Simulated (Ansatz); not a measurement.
## A series in volume scale on Sb

All results are calculated (Ansatz 0.2.0). Periodic Kohn-Sham DFT of a crystal at fixed atoms, scaled to volume_scale times the given cell; pressure positive in compression, energy less spherical unpolarised free atoms, largest_vzz the field gradient of largest size among the nuclei.

The cell before it is scaled or strained (space group Fm-3m, No. 225):
```
CELL_PARAMETERS angstrom
0.00000 2.30500 2.30500
2.30500 0.00000 2.30500
2.30500 2.30500 0.00000
ATOMIC_POSITIONS crystal
Sb 0.00000 0.00000 0.00000
```

Settings of every row: method all-electron PAW; functional PBEsol; relativity scalar; k mesh 14x14x14; filling fermi-dirac; smearing width 0.03 eV; nucleus gaussian.

Atom start moment: 0 on all atoms.

Limits: no spin-orbit coupling on heavy atoms.

```csv
row,volume scale,V (Å³/atom),pressure (GPa)
1,0.94,23.023,11.55
2,0.96,23.513,?
3,0.98,24.003,7.033
4,0.99,24.248,6.046
5,1,24.493,5.11
6,1.01,24.738,4.222
7,1.02,24.983,3.382
8,1.04,25.473,1.851
9,1.06,25.963,0.503
```

Question: what pressure should row 2 give?

Worked fit of pressure. Take u = (V_r/V)^(2/3) − 1 with V_r = 24.615 Å³ an atom, which is twice the finite (Eulerian) strain; such expansions in the strain, on which the Birch-Murnaghan equation of state is built, carry the rest volume and the bulk modulus. The shown rows have u = 0.04558, 0.01693, 0.01006, 0.00332, -0.00332, -0.00984, -0.02258, -0.03492. Least squares give pressure = 4.6597 + 133.655 × u + 403.38 × u² − 422 × u³ GPa; a parabola predicts inner rows, each left out in turn, worse (root mean square 0.0066 against 0.0034 GPa). The rows lie off it by 0.000, -0.003, 0.001, 0.002, 0.002, -0.002, -0.001, 0.001. The withheld row has u = 0.03101, so the fit gives 4.6597 + 133.655 × (0.03101) + 403.38 × (0.03101)² − 422 × (0.03101)³ = 9.180 GPa.

The calculation gave 9.172 GPa. The fit lies 0.008 GPa (0.072 % of the column's range) above it; its largest miss of a shown row is 0.003 GPa.
